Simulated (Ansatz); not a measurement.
**Ag: moving Ag off its site**

Ag, Im-3m, a = 3.311 Å (as given, not relaxed at this level: -7.2 GPa). This isn't the element's structure at ambient conditions. Ansatz: PBEsol, PAW, 420 eV, Γ-centred 10×10×10 mesh on 8 atoms, Gaussian smearing 0.15 eV; no spin polarisation.

```xyz
8
Lattice="3.3113 3.3113 -3.3113 3.3113 -3.3113 3.3113 -3.3113 -3.3113 -3.3113" Properties=species:S:1:pos:R:3 pbc="T T T"
Ag   -1.6557   -1.6557   -1.6557
Ag    0.0000    0.0000   -3.3113
Ag    0.0000   -3.3113    0.0000
Ag    1.6557   -1.6557   -1.6557
Ag    0.0000    0.0000    0.0000
Ag    1.6557    1.6557   -1.6557
Ag    1.6557   -1.6557    1.6557
Ag    3.3113    0.0000    0.0000
```

Atom 1 (Ag) moves by x along the unit vector (0.577, 0.577, 0.577), with its periodic images; all else is held. y is the free energy of the cell over the start, F the force along the path summed over the moved atoms. Symmetry makes y even in x.

```tsv
x (Å)	y (meV)	F (eV/Å)
-0.4500	?	?
-0.2250	102.2	0.97
0.0000	0.0	0.00
0.0563	6.0	-0.21
0.1125	24.2	-0.44
0.1688	55.7	-0.69
0.2813	166.3	-1.32
0.3375	251.5	-1.73
0.3938	362.7	-2.24
```

Problem. Fit y = c2 x² + c4 x⁴ to the energies of the other rows, give the force constant, and predict energy and force of the missing row.

Solution. Least squares on the rows shown. y = 1858.8 x² + 3088.4 x⁴. The force constant is 2 c2 = 3.72 eV/Å², for the cell as given, at -7.2 GPa (for all images moving together, not for a lone atom). The force −dy/dx at the missing row is 2.80 eV/Å (computed 2.87). At x = -0.4500 the fit asked for gives 503.1 meV. The run gave 505.8 meV, so the fit is 2.7 meV too low, a small miss on the scale of the series.

The silver atom sits in a single well that stiffens with displacement: the restoring force grows faster than linearly, and the quartic term is positive. The path points straight at a nearest neighbour of the bcc lattice. Inversion symmetry cancels the odd terms, but the repulsion gained on the approaching side outgrows what is lost on the receding side. This probably reflects the overlap of filled 4d shells and the compressed sp electron density between the atoms. The fit falls short in both energy and force at the missing row, which suggests positive terms beyond fourth order, as expected for a steep short-range repulsion. The force suffers relatively more because differentiation gives higher powers more weight. By cubic symmetry the harmonic constant holds for any direction of displacement, whereas the quartic coefficient belongs to this one. The positive curvature doesn't establish that bcc silver is dynamically stable, since moving one sublattice mixes several phonons and stiff modes can mask a soft shear mode.
